**Layer-pair rule for the band levels of bulk 2H-WS2**

The table holds Kohn-Sham levels at seven k points of bulk 2H-WS2 from one plane-wave PBE run without spin-orbit coupling, counted from the valence top. The program tests the rule that a level of one layer splits in the two-layer cell by $W\cos(\pi c^*)$, with $W$ about 0.9 eV for the Γ valence and Q conduction valleys and 0.2 eV elsewhere, and compares it with a one-constant geometric model and, for the Γ valence band, a second harmonic. Over 17 pairs, all of which enter the constants, the rms error is 0.18 eV against 0.24 eV for the geometric model, and the small class scatters from 0.02 to 0.78 eV. The prediction of row 6 from row 1 overestimates the splitting by 30 %. The output also gives the pair centres, a gap estimate of 1.194 eV against 1.123 eV on the mesh, and a rough correction from row 5 to the unsampled K point.

Levels of bulk WS2 (P6_3/mmc, unrelaxed cell) at points of a 10×10×3 k mesh, in eV from the valence top, computed with DFTK 0.8.2 using PBE without spin polarisation or spin-orbit coupling. The run used dojo.nc.sr.pbe.v0_4_1.standard pseudopotentials, a plane-wave cutoff of 1006.82 eV and Fermi-Dirac smearing of 0.05 eV.

## Analysis program

```python
# Table: Kohn-Sham levels (eV, zero at valence top) at 7 k-points of bulk 2H-WS2, DFTK, PBE, no spin-orbit.
# Tested: layer-pair rule, splitting = W cos(pi c), with two values of W; a geometric factor; a second harmonic.
T = {
    'point_a': [0.0, 0.2, 0.3, 0.2, 0.3, 0.0, -0.5],  # reciprocal cell vector
    'point_b': [0.0, 0.0, 0.0, 0.2, 0.3, 0.0, 0.0],  # reciprocal cell vector
    'point_c': [0.0, 0.0, 0.0, 0.0, 0.0, 0.3333, 0.3333],  # reciprocal cell vector
    'level_under_4': [-2.264, -2.41, -2.39, -2.183, -2.96, -2.275, -1.978],  # eV
    'level_under_3': [-1.574, -1.629, -2.119, -2.144, -2.736, -2.275, -1.898],  # eV
    'level_under_2': [-1.088, -1.277, -1.858, -1.507, -0.88, -0.549, -1.617],  # eV
    'level_under_1': [0.0, -1.092, -1.656, -1.488, -0.723, -0.132, -1.538],  # eV
    'level_over_1': [2.245, 1.433, 1.525, 1.123, 1.362, 2.242, 2.212],  # eV
    'level_over_2': [2.245, 1.911, 1.825, 1.976, 1.383, 2.242, 2.231],  # eV
}
import numpy as np
from scipy import constants as C
g = lambda k: np.array(T[k], float)
a, b, c = g('point_a'), g('point_b'), g('point_c')
u4, u3, u2, u1 = (g('level_under_%d' % i) for i in (4, 3, 2, 1))
o1, o2 = g('level_over_1'), g('level_over_2')
A0, C0 = 3.18, 12.5  # cell edges in angstrom, from the outputs of the same run
h2m = C.hbar**2 / (2 * C.m_e * C.e) * 1e20
cs = np.cos(np.pi * c)
f = abs(1 + np.exp(2j * np.pi * b) + np.exp(-2j * np.pi * a)) / 3
S = {'lower': u3 - u4, 'top': u1 - u2, 'cond': o2 - o1}
big = [('top', 0), ('top', 5), ('cond', 3)]
out = [('lower', 0), ('lower', 5), ('cond', 0), ('cond', 5)]  # symmetry doublets or not partners
use = [(k, i) for i in range(7) for k in S if (k, i) not in out]
small = [p for p in use if p not in big]
W = {(k, i): S[k][i] / cs[i] for k, i in use}
Wb, Ws = np.mean([W[p] for p in big]), np.median([W[p] for p in small])
rb, rs = round(Wb, 1), round(Ws, 1)
print('rounding of a level difference: 0.001 eV; all energies in eV')
print('W large: mean %.3f, used %.1f; W small: median %.3f, used %.1f, range %.3f to %.3f' % (Wb, rb, Ws, rs, min(W[p] for p in small), max(W[p] for p in small)))
x = np.array([f[i] * cs[i] for k, i in use]); y = np.array([S[k][i] for k, i in use])
Wg = x @ y / (x @ x)
r = np.array([(rb if p in big else rs) * cs[p[1]] for p in use])
print('row pair class | splitting | W | rule, error | geometric model (W %.3f), error' % Wg)
for p, yi, ri, xi in zip(use, y, r, x):
    print('%d %-5s %-5s | %.3f | %.3f | %.3f %+.3f | %.3f %+.3f' % (p[1] + 1, p[0], 'large' if p in big else 'small', yi, W[p], ri, ri - yi, Wg * xi, Wg * xi - yi))
print('left out (table/rule): ' + ', '.join('row %d %s %.3f/%.2f' % (i + 1, k, S[k][i], rs * cs[i]) for k, i in out))
rms = lambda e: np.sqrt(np.mean(e**2))
print('17 pairs rms: rule %.3f, geometric %.3f, one constant %.3f; rule median abs error %.3f' % (rms(r - y), rms(Wg * x - y), y.std(), np.median(abs(r - y))))
w = np.argsort(-abs(r - y))[:3]
print('worst: ' + ', '.join('row %d %s %+.3f' % (use[j][1] + 1, use[j][0], (r - y)[j]) for j in w))
W1, m1, m6 = S['top'][0], (u1[0] + u2[0]) / 2, (u1[5] + u2[5]) / 2
print('row 6 from row 1: t %.3f; splitting %.3f vs %.3f (%+.0f %%), ratio %.3f vs %.3f' % (W1 / 4, W1 * cs[5], S['top'][5], 100 * (W1 * cs[5] / S['top'][5] - 1), cs[5], S['top'][5] / W1))
print('  levels %.3f, %.3f vs %.3f, %.3f; centre %.3f to %.3f (%+.3f)' % (m1 + W1 * cs[5] / 2, m1 - W1 * cs[5] / 2, u1[5], u2[5], m1, m6, m6 - m1))
print('  with third level of row 1 as partner: splitting %.3f vs %.3f' % ((u1[0] - u3[0]) * cs[5], S['top'][5]))
print('shifts row 1 to 6: top %+.3f, second %+.3f, valence doublet %+.3f, conduction %+.3f' % (u1[5] - u1[0], u2[5] - u2[0], u4[5] - u4[0], o1[5] - o1[0]))
print('  third level of row 1 falls by at least %.3f' % (u3[0] - u4[5]))
th = np.pi * np.array([c[0], c[5], 1 - c[5], 1 - c[0]]); E = np.array([u1[0], u1[5], u2[5], u2[0]])
M = np.c_[np.ones(4), 2 * np.cos(th), 2 * np.cos(2 * th)]
q = np.linalg.lstsq(M, E, rcond=None)[0]
print('two harmonics: E0 %.3f t1 %.3f t2 %.3f; errors %s' % (*q, ' '.join('%+.3f' % e for e in M @ q - E)))
print('  level at A (not sampled): one harmonic %.3f, two %.3f' % (m1, q[0] - 2 * q[2]))
kz = 2 * np.pi * c[5] / C0
print('hole mass across layers (m_e): cosine %.2f, parabola through row 6 %.2f' % (h2m / (W1 / 4 * (C0 / 2)**2), h2m * kz**2 / -u1[5]))
cv, cc = (u1 + u2) / 2, (o1 + o2) / 2
print('pair centres: valence row 1 %.3f, row 5 %.3f; conduction row 4 %.3f, row 5 %.3f' % (cv[0], cv[4], cc[3], cc[4]))
print('conduction row 4 minus row 5: lowest levels %+.3f, centres %+.3f' % (o1[3] - o1[4], cc[3] - cc[4]))
gap, d = o1.min() - u1.max(), cc[3] - cv[0]
print('gap row 1 to 4: centres %.3f minus %.1f = %.3f vs %.3f (%+.3f); direct row 5 %.3f, its centres %.3f' % (d, rb, d - rb, gap, d - rb - gap, o1[4] - u1[4], cc[4] - cv[4]))
print('model edge shift per large valley, N = 1, 2, 3, bulk: ' + ' '.join('%.2f' % abs(rb / 2 * np.cos(np.pi / (n + 1))) for n in (1, 2, 3, 1e9)))
dk = 4 * np.pi / A0 * (1 / 3 - a[4])
print('row 5 lies %.3f 1/angstrom from K' % dk)
for m in (0.3, 0.5):  # rough recalled band masses at K
    s = h2m * dk**2 / m
    print('  rough recalled mass %.1f: shift %.2f, K conduction %.2f, K valence %.2f, K gap %.2f' % (m, s, o1[4] - s, u1[4] + s, o1[4] - u1[4] - 2 * s))
assert u1.argmax() == 0 and o1.argmin() == 3
assert 0.25 < S['top'][5] / W1 < 0.75
assert abs(o1[5] - o1[0]) < 0.02 and abs(u4[5] - u4[0]) < 0.02
assert cc[3] > cc[4] and o1[3] < o1[4]
```

Printed output:

```
rounding of a level difference: 0.001 eV; all energies in eV
W large: mean 0.925, used 0.9; W small: median 0.172, used 0.2, range 0.019 to 0.781
row pair class | splitting | W | rule, error | geometric model (W 0.639), error
1 top   large | 1.088 | 1.088 | 0.900 -0.188 | 0.639 -0.449
2 lower small | 0.781 | 0.781 | 0.200 -0.581 | 0.532 -0.249
2 top   small | 0.185 | 0.185 | 0.200 +0.015 | 0.532 +0.347
2 cond  small | 0.478 | 0.478 | 0.200 -0.278 | 0.532 +0.054
3 lower small | 0.271 | 0.271 | 0.200 -0.071 | 0.413 +0.142
3 top   small | 0.202 | 0.202 | 0.200 -0.002 | 0.413 +0.211
3 cond  small | 0.300 | 0.300 | 0.200 -0.100 | 0.413 +0.113
4 lower small | 0.039 | 0.039 | 0.200 +0.161 | 0.345 +0.306
4 top   small | 0.019 | 0.019 | 0.200 +0.181 | 0.345 +0.326
4 cond  large | 0.853 | 0.853 | 0.900 +0.047 | 0.345 -0.508
5 lower small | 0.224 | 0.224 | 0.200 -0.024 | 0.081 -0.143
5 top   small | 0.157 | 0.157 | 0.200 +0.043 | 0.081 -0.076
5 cond  small | 0.021 | 0.021 | 0.200 +0.179 | 0.081 +0.060
6 top   large | 0.417 | 0.834 | 0.450 +0.033 | 0.320 -0.097
7 lower small | 0.080 | 0.160 | 0.100 +0.020 | 0.107 +0.027
7 top   small | 0.079 | 0.158 | 0.100 +0.021 | 0.107 +0.028
7 cond  small | 0.019 | 0.038 | 0.100 +0.081 | 0.107 +0.088
left out (table/rule): row 1 lower 0.690/0.20, row 6 lower 0.000/0.10, row 1 cond 0.000/0.20, row 6 cond 0.000/0.10
17 pairs rms: rule 0.183, geometric 0.239, one constant 0.312; rule median abs error 0.071
worst: row 2 lower -0.581, row 2 cond -0.278, row 1 top -0.188
row 6 from row 1: t 0.272; splitting 0.544 vs 0.417 (+30 %), ratio 0.500 vs 0.383
  levels -0.272, -0.816 vs -0.132, -0.549; centre -0.544 to -0.341 (+0.204)
  with third level of row 1 as partner: splitting 0.787 vs 0.417
shifts row 1 to 6: top -0.132, second +0.539, valence doublet -0.011, conduction -0.003
  third level of row 1 falls by at least 0.701
two harmonics: E0 -0.408 t1 0.259 t2 -0.068; errors -0.025 +0.051 -0.051 +0.025
  level at A (not sampled): one harmonic -0.544, two -0.273
hole mass across layers (m_e): cosine 0.36, parabola through row 6 0.81
pair centres: valence row 1 -0.544, row 5 -0.801; conduction row 4 1.550, row 5 1.373
conduction row 4 minus row 5: lowest levels -0.239, centres +0.177
gap row 1 to 4: centres 2.094 minus 0.9 = 1.194 vs 1.123 (+0.071); direct row 5 2.085, its centres 2.174
model edge shift per large valley, N = 1, 2, 3, bulk: 0.00 0.23 0.32 0.45
row 5 lies 0.132 1/angstrom from K
  rough recalled mass 0.3: shift 0.22, K conduction 1.14, K valence -0.50, K gap 1.64
  rough recalled mass 0.5: shift 0.13, K conduction 1.23, K valence -0.59, K gap 1.82
```
